Push the gallium in GaSb3 off its site and the crystal pushes back. How large are the energy, the force and the pressure after a push of only 0.05 Å, if the calculated results are known at the centre and at larger shifts?

PBE-D3(BJ) calculations with Ansatz 0.2.0 (plane-wave PAW, 420 eV cutoff, 12×12×12 k mesh, 0.15 eV Gaussian smearing) for relaxed GaSb3 (D0_3 type, a = 7.296 Å, 4-atom cell). The Ga atom is moved along a cubic axis, positive towards (0, 0, -1), with all else fixed. Energies are free energies relative to the unshifted cell, and pressure is positive in compression.

| displacement (Å) | energy change (eV a cell) | force along direction (eV/Å summed over the moved atoms) | pressure (GPa) |
| --- | --- | --- | --- |
| -0.3 | 0.081 | 0.547 | 1.01 |
| -0.1 | 0.009 | 0.178 | 0.45 |
| 0 | 0.000 | 0.000 | 0.38 |
| 0.05 | ? | ? | ? |
| 0.15 | 0.020 | -0.269 | 0.54 |
| 0.2 | 0.036 | -0.361 | 0.66 |
| 0.25 | 0.056 | -0.455 | 0.82 |

The repeating cell contains a single Ga atom, so every Ga in the crystal moves together while the Sb atoms stay put. The unshifted crystal has space group Fm-3m; any shift along the axis lowers the symmetry. The energy is counted per cell from the unshifted crystal. A force with the opposite sign to the displacement pulls Ga back.

**From −0.3 to −0.1 Å: what a threefold shift does**

The first two rows differ by a factor of three in displacement. The force also differs by about three, from 0.547 to 0.178 eV/Å, while the energy change differs by nine, from 0.081 to 0.009 eV. This is the pattern of a spring: its force is proportional to the shift and its stored energy to the square of the shift.

The spring is not quite ideal. Force divided by shift, its sign reversed, is 1.78 eV/Å² at −0.1 Å and 1.82 eV/Å² at −0.3 Å, so the crystal becomes slightly stiffer as Ga moves out. The calculated forces on the Sb atoms show where this happens. One of the three Sb atoms in the cell lies 3.65 Å from Ga along the cubic axes. It takes the larger share of the push, but its force divided by the shift stays near 1.1 eV/Å². For the other two, the nearest neighbours of Ga, the same ratio grows from 0.65 to 0.70 eV/Å² in total, so the stiffening appears there.

At 0.3 Å, four of the eight nearest Ga–Sb contacts have shrunk from 3.16 to 3.00 Å and the other four have stretched to 3.34 Å. Steeper repulsion in the short contacts is expected to stiffen the spring, but those contacts also turn sideways to the push, while the stretched ones weaken and turn towards it. These effects are expected to cancel in large part, so the contacts alone do not settle the sign, and the forces give only the sum. The crystal is also a metal in every row, and the size of the stiffening depends on the smearing. Between −0.1 and −0.3 Å, twice the energy over the squared shift grows by 0.031 eV/Å² for the free energies, but by 0.055 eV/Å² for the energies extrapolated to zero smearing.

**At zero: a force that must vanish**

Unshifted Ga sits at a centre of inversion, and the crystal looks the same in opposite directions. The force there has to be zero by symmetry, whether or not the structure is stable. It is the rise in energy on both sides that shows a minimum. Cubic symmetry extends this to small shifts of the Ga sublattice in any direction, but other patterns of motion could still be soft.

The same symmetry makes a push of +x equivalent to one of −x, where x is the displacement. Energy and pressure can therefore contain only even powers of x, and the force only odd powers. In zinc-blende GaSb, by contrast, Ga has no inversion centre: a push straight towards one Sb neighbour differs from a push away from it, and the two sides of such a scan could not be pooled. Along a cubic axis they could, because a twofold rotation there still turns +x into −x.

The pressure is lowest at the centre but still 0.38 GPa, although the cell is described as relaxed. A change of the plane-wave basis during relaxation or an incomplete relaxation could leave such a remainder; the data don't decide. It shifts the starting value and leaves the rise with displacement to be explained.

**From 0.15 to 0.25 Å: why the pressure rises**

On this side too, energy, restoring force and pressure all grow with the shift. The pressure follows a square law: its rise above the central value is close to 7.0 GPa/Å² times x². The reason lies in how the spring responds to volume.

Write the stored energy as kx²/2, where k is the spring constant for small shifts. Pressure is the energy gained per unit of volume lost. When the whole cell shrinks evenly, Ga keeps its fractional position, so x² shrinks as V^(2/3), with V the cell volume. This alone would make the energy fall on compression and lower the pressure. Since the pressure rises instead, k must increase strongly enough to outweigh it.

Putting the fitted rise into this relation gives an increase in k of about 5 % for each 1 % of volume lost. The figure is derived from one volume and has not been checked by repeating the scan at another. In plain terms, a displaced Ga could lower its energy if the cell expanded, so the crystal presses outwards. It does not press evenly: at −0.3 Å the stress rises by 0.79 GPa across the push and by 0.32 GPa along it. Part of this difference is expected, because only a stretch along the axis lengthens x itself. Vibrations drive ordinary thermal expansion in the same way, though an actual vibration would also move the Sb atoms.

**The gap at 0.05 Å: three forecasts**

The force model has a linear term and a small cubic term, fitted to the six known rows. Its spring constant is 1.79 eV/Å², and at 0.05 Å the cubic term hardly matters. The estimates then take one line each:

- Force: −1.786 × 0.05 ≈ −0.089 eV/Å, with a range from −0.091 to −0.087 eV/Å.
- Energy change: ½ × 1.79 × 0.05² ≈ 0.002 eV, with a range from 0.001 to 0.003 eV.
- Pressure: 0.38 + 7.0 × 0.05² ≈ 0.40 GPa, with a range from 0.39 to 0.41 GPa.

The ranges are judged from the rounding of the table and the scatter of the fits. For the force, the range is too wide to decide between a perfect spring and one that hardens.

A straight line drawn from the row at 0 to the row at 0.15 Å makes a useful contrast. It gives almost the same force, but an energy of 0.007 eV and a pressure of 0.43 GPa. Both are too high if the square law holds, because a third of the shift should bring only a ninth of the rise.

The withheld rows as computed:

| displacement (Å) | energy change (eV a cell) | force along direction (eV/Å summed over the moved atoms) | pressure (GPa) |
| --- | --- | --- | --- |
| 0.05 | 0.002 | -0.089 | 0.40 |

**The computed row**

All three values lie within their ranges. Rounded as in the table, the forecasts equal the computed results. Compared with the force before rounding, the model pulls Ga back too hard by 0.0008 eV/Å. The energy, 0.0022 eV before rounding, agrees with the model, and the pressure differs by 0.002 GPa.

The straight line fails where the square law said it would: its energy is about three times the computed one, and its pressure is 0.03 GPa too high. Near a symmetric site, force can be interpolated linearly, but energy and pressure need a parabola.

A perfect spring fitted to the same six rows gives −0.091 eV/Å, a larger miss than the hardening spring but still inside the forecast range. The case for hardening therefore rests on the larger shifts, where force over shift visibly grows. A single cubic term doesn't follow this growth exactly. Taken from the unrounded forces, force over shift is 1.78 eV/Å² at −0.1 Å, 1.81 at 0.2 Å and 1.82 at −0.3 Å. The stiffening slows down, whereas a cubic term would let it go on growing with x². The fit strikes a compromise, slightly too stiff at 0.05 Å and slightly too weak at 0.25 Å. The output below gives the fits and their misses.

Printed output of the fit:

```
fit of F on 6 rows: coefficient of x -1.786 +/- 0.0058, coefficient of x**3 -0.4455 +/- 0.085; rms 0.000853, worst 0.25 0.00152, leave-one-out rms 0.00228
  rows outside the fit (model, value, miss): 0.05 -0.08936, -0.089, -0.00036
fit of F on 6 rows: coefficient of x -1.814 +/- 0.0055; rms 0.0024, worst -0.1 0.00342, leave-one-out rms 0.00302
  rows outside the fit (model, value, miss): 0.05 -0.09071, -0.089, -0.00171
fit of energy_change on 6 rows: coefficient of eint 0.9969 +/- 0.0011; rms 0.000105, worst 0.2 -0.00021, leave-one-out rms 0.000121
  rows outside the fit (model, value, miss): 0.05 0.002226, 0.002, 0.000226
fit of pressure on 6 rows: constant 0.3807 +/- 0.00092, coefficient of x**2 7.004 +/- 0.019; rms 0.00117, worst 0.15 -0.00173, leave-one-out rms 0.0019
  rows outside the fit (model, value, miss): 0.05 0.3982, 0.4, -0.00182
Force over shift at -0.1 Å, sign reversed (eV/Å²): 1.78
Force over shift at 0.15 Å, sign reversed (eV/Å²): 1.793
Force over shift at 0.25 Å, sign reversed (eV/Å²): 1.82
Force over shift at -0.3 Å, sign reversed (eV/Å²): 1.823
Cubic part of the force relative to the linear part at 0.3 Å (percent): 2.245
Largest gap between integrated force and energy, known rows (eV): 0.0002758
Straight-line force at 0.05 Å (eV/Å): -0.08967
Straight-line energy at 0.05 Å (eV): 0.006667
Straight-line pressure at 0.05 Å (GPa): 0.4333
Relative change of k per relative change of volume, derived (no unit): -5.419
Four shortened Ga-Sb contacts at a shift of 0.3 Å (Å): 2.996
Four lengthened Ga-Sb contacts at a shift of 0.3 Å (Å): 3.341
Distance to the Sb straight ahead at a shift of 0.3 Å (Å): 3.348
```
